**Diethoxydimethylsilane: what the shifts tell about the shape**

The molecule is a silicon atom that carries two methyl groups and two ethoxy arms, OCH₂CH₃. Each arm can turn about its Si–O bond. The torsion O–Si–O–C says where its OCH₂ carbon then stands relative to the other oxygen: near 60° it is gauche, near 180° it is anti. Conformers 1 and 2 have both arms gauche, conformer 3 has one gauche and one anti, and conformer 4 has both anti.

NMR shifts of diethoxydimethylsilane relative to TMS, from GIAO shieldings at the B97-D/6-31G(d) level on GFN2-xTB geometries, without solvent (PySCF 2.14.0 and tblite 0.8.0). The average over the four conformers uses Boltzmann weights at 298.15 K from LC-wPBE-D3(BJ)/6-31+G(d) energies with GFN2-xTB free-energy terms.

| atom | nucleus | count | shift in conformer 1 (ppm) | shift in conformer 2 (ppm) | shift in conformer 3 (ppm) | shift in conformer 4 (ppm) | averaged shift (ppm) |
| --- | --- | --- | --- | --- | --- | --- | --- |
| 1 | 13C | 2 | 19.90 | 20.30 | 19.90 | 19.90 | 20.00 |
| 2 | 13C | 2 | 58.60 | 60.20 | 58.40 | 57.70 | 58.90 |
| 4 | 29Si | 1 | -8.10 | -10.90 | -9.50 | -5.80 | -8.90 |
| 5 | 13C | 2 | -1.00 | -1.50 | -1.20 | -1.80 | -1.10 |
| 1 | 1H | 6 | 1.27 | 1.27 | 1.25 | 1.26 | 1.27 |
| 2 | 1H | 4 | 4.30 | 4.38 | 4.24 | 4.12 | 4.31 |
| 5 | 1H | 6 | -0.09 | -0.09 | -0.07 | -0.07 | -0.09 |

The column "atom" numbers the positions along the chain: 1 is the CH₃ of an ethoxy arm, 2 its OCH₂, 4 the silicon and 5 a methyl on silicon. Protons go by the carbon that carries them. A higher shift means less shielding than in the reference, tetramethylsilane (TMS).

**1. Which carbon has the highest shift, and why?**

The OCH₂ carbon has, with an averaged shift of 58.9 ppm. The ethoxy CH₃ follows 38.9 ppm lower, and the methyl on silicon comes last, close to zero. The order is that of the neighbours. Oxygen pulls electron density away from the carbon bound to it, and this strengthens the deshielding part of the carbon's response to the magnetic field. One bond further out the pull has largely faded.

The methyl on silicon lies near zero for a simple reason: the carbons of TMS are methyls on silicon too, so the reference has almost the same surroundings. The protons repeat the order of their carbons, with 4.31, 1.27 and −0.09 ppm. The rule for a neighbouring compound is to look first at the atom to which the carbon is bound.

**2. Four conformers are listed. Why does a spectrum show one set of lines?**

Rotation about single bonds such as these is fast on the time scale of NMR at room temperature. Each nucleus therefore shows the mean of its shifts, weighted by the share of molecules in each conformer. The two arms also exchange roles, so they share their lines even though they differ at any instant in conformer 3.

The calculated shares are 67.8 % for conformer 1, 21.0 % for conformer 2, 11.2 % for conformer 3 and practically nothing for conformer 4. For silicon this gives

0.678 × (−8.1) + 0.210 × (−10.9) + 0.112 × (−9.5) = −8.8 ppm,

which agrees with the averaged shift of −8.9 ppm to within the rounding of the entries. Conformer 4 has the silicon shift that stands furthest from this average, yet it leaves no trace in it. It is still useful below, as the one shape without any gauche arm.

**3. Which nucleus notices the shape most?**

In ppm it is silicon, whose shift spans 5.1 ppm over the four conformers. The OCH₂ carbon spans 2.5 ppm and its protons 0.26 ppm. These figures should be read against the usual range of each nucleus, which is roughly ten ppm for protons and some two hundred for carbon. On that scale the OCH₂ protons respond at least as strongly as their carbon.

The position in the molecule suggests why these three stand out. The conformers differ mainly by rotation about the two Si–O bonds. Silicon is an end of both bonds, and the OCH₂ group is what swings round when one of them turns. The ethoxy CH₃ sits one bond further out and keeps nearly the same surroundings. Its proton shifts differ by only 0.02 ppm, which is too little to interpret.

**4. Does each arm simply add its own share?**

This can be tested without fitting anything. Suppose that a gauche arm always makes one contribution to a shift and an anti arm always another. Conformer 1 then shows two gauche contributions, conformer 4 two anti ones, and conformer 3 one of each. Its shift should lie halfway between the other two. This holds for the OCH₂ signals, which are averages over both arms, and equally for silicon, which feels the sum of both.

For the OCH₂ carbon the estimate is (58.6 + 57.7)/2 = 58.15 ppm, and the calculation gives 58.4 ppm. The value falls between the two ends as it should, though nearer to the gauche end. The miss of about 0.25 ppm is more than a quarter of the whole step from anti to gauche. The OCH₂ protons do somewhat better, with a miss of 0.03 ppm in a step of 0.18 ppm. Conformer 2 shows the limit of the picture. It has two gauche arms as well and should match conformer 1, but its OCH₂ carbon lies 1.6 ppm higher, which is more than the whole step from anti to gauche, and its protons lie 0.08 ppm higher. For the OCH₂ group, independent arms thus describe conformers 1, 3 and 4 roughly, but not all four.

For silicon the picture fails even among these three. Halfway between −8.1 and −5.8 ppm lies −6.95 ppm, but conformer 3 has −9.5 ppm, which is outside the interval altogether. Silicon therefore doesn't count gauche arms. One possible reason is that both arms act on the same atom: a lone pair on one oxygen can interact with the bond from silicon to the other oxygen, so turning one arm changes what the other does. The shifts alone can't confirm this.

**5. Shouldn't a gauche arm lower the shift of its carbon?**

That is what the γ-gauche rule of carbon NMR suggests. A carbon is usually more shielded when an atom three bonds away stands gauche to it rather than anti. Here the OCH₂ carbon goes the other way: its shift is 0.9 ppm higher in conformer 1, with both arms gauche, than in conformer 4, with both anti.

The contradiction disappears once all the neighbours are counted. Seen along the Si–O bond, the OCH₂ carbon faces three groups on silicon: the other oxygen and two methyls. Two of the three are always gauche to it and one is anti. In an anti arm the two gauche groups are both methyls; in a gauche arm they are one methyl and the oxygen. Turning the arm doesn't add a gauche neighbour but exchanges a methyl for an oxygen, so the rule in its simple form predicts nothing about the sign.

For the methyls on silicon the count does change. In conformer 4 each of them has two OCH₂ carbons gauche to it, and in conformer 1 only one. The rule now asks for a higher shift in conformer 1, and the calculation gives −1.0 against −1.8 ppm. The sign is right, but conformer 2 has on average the same count as conformer 1 and yet a shift of −1.5 ppm. Counting neighbours gives a direction here, not a reliable size.

**6. Conformers 1 and 2 both have two gauche arms. Why do their shifts differ?**

The number of gauche arms is the same, but their sense of rotation is not. In conformer 1 both torsions have the same sign, and the two OCH₂ carbons lie on opposite sides of the O–Si–O plane. In conformer 2 the signs are opposite, and both carbons lie on the same side, where they come closer to each other. From conformer 1 to conformer 2 the OCH₂ carbon shift rises by 1.6 ppm, while that of silicon falls by 2.8 ppm.

For the carbon there is a plausible cause. Two carbons four bonds apart that are pushed together on the same side of a chain often deshield each other, which is known as the δ effect. The sign fits. But the torsions also differ in size: they are −78° and 62° in conformer 2 and −57° for both arms in conformer 1. The crowding and the changed angles come together, so the 1.6 ppm can't be credited to the contact alone.

A carbon atom in place of silicon would make this contact more severe. C–O bonds are clearly shorter than Si–O bonds, and two arms on the same side would be pressed closer together. In the corresponding ketal, the shape of conformer 2 should therefore be less favourable. The long bonds to silicon give the arms room.

**7. Why are gauche arms preferred at all?**

The usual explanation is the anomeric effect. A gauche arm places a lone pair of its oxygen so that it can donate into the antibonding orbital of the other Si–O bond, and this lowers the energy. The populations agree with such a preference. Conformer 1, with both arms gauche, holds far more molecules than conformer 3, with only one, although one gauche and one anti arm can be combined in twice as many ways. The populations don't isolate the cause, because repulsion between bond dipoles also disfavours some arrangements of the two arms.

Nor should the size of the preference be read from the weights. A share below 0.05 % puts conformer 4 at least 4.3 kcal/mol above conformer 1 in free energy. The GFN2-xTB energies of all four conformers lie within about 2.0 kcal/mol, so much of this gap must come from the density-functional energies or from the thermal terms. A small part is mere counting: conformer 1 comes in two mirror-image forms, conformer 4 in only one. One of the conformers also keeps an imaginary vibrational mode, which makes its thermal term doubtful. The near absence of conformer 4 is thus less certain than the printed 0.0 % suggests.

**8. Which digits can be trusted?**

The weights are a modest source of error. If conformer 2 lay 0.5 kcal/mol lower than calculated, the averaged silicon shift would move by −0.4 ppm and that of the OCH₂ carbon by +0.3 ppm. If a tenth of the molecules were in conformer 4 after all, silicon would move by +0.3 ppm. The first decimal of these averages is therefore open, but their general position is not at the mercy of the populations.

The larger error for silicon lies in the shielding itself. Unscaled silicon shifts at this level can be off by tens of ppm, so that even the sign of −8.9 ppm isn't secure. The carbon and proton shifts are unscaled too, and they shouldn't be expected to match a measured spectrum to the last printed digit. Differences between conformers are safer, because much of the error is common to all of them and cancels.

This decides how such numbers can be used in practice. Alkoxysilanes serve as precursors for silicon-oxide-based insulating films in electronic devices, and silicon NMR is one way to check their purity. A second silicon line in a room-temperature spectrum should be read as a second compound, not as a second conformer. To say which compound it is, compare calculated shifts only after scaling them against known silanes.
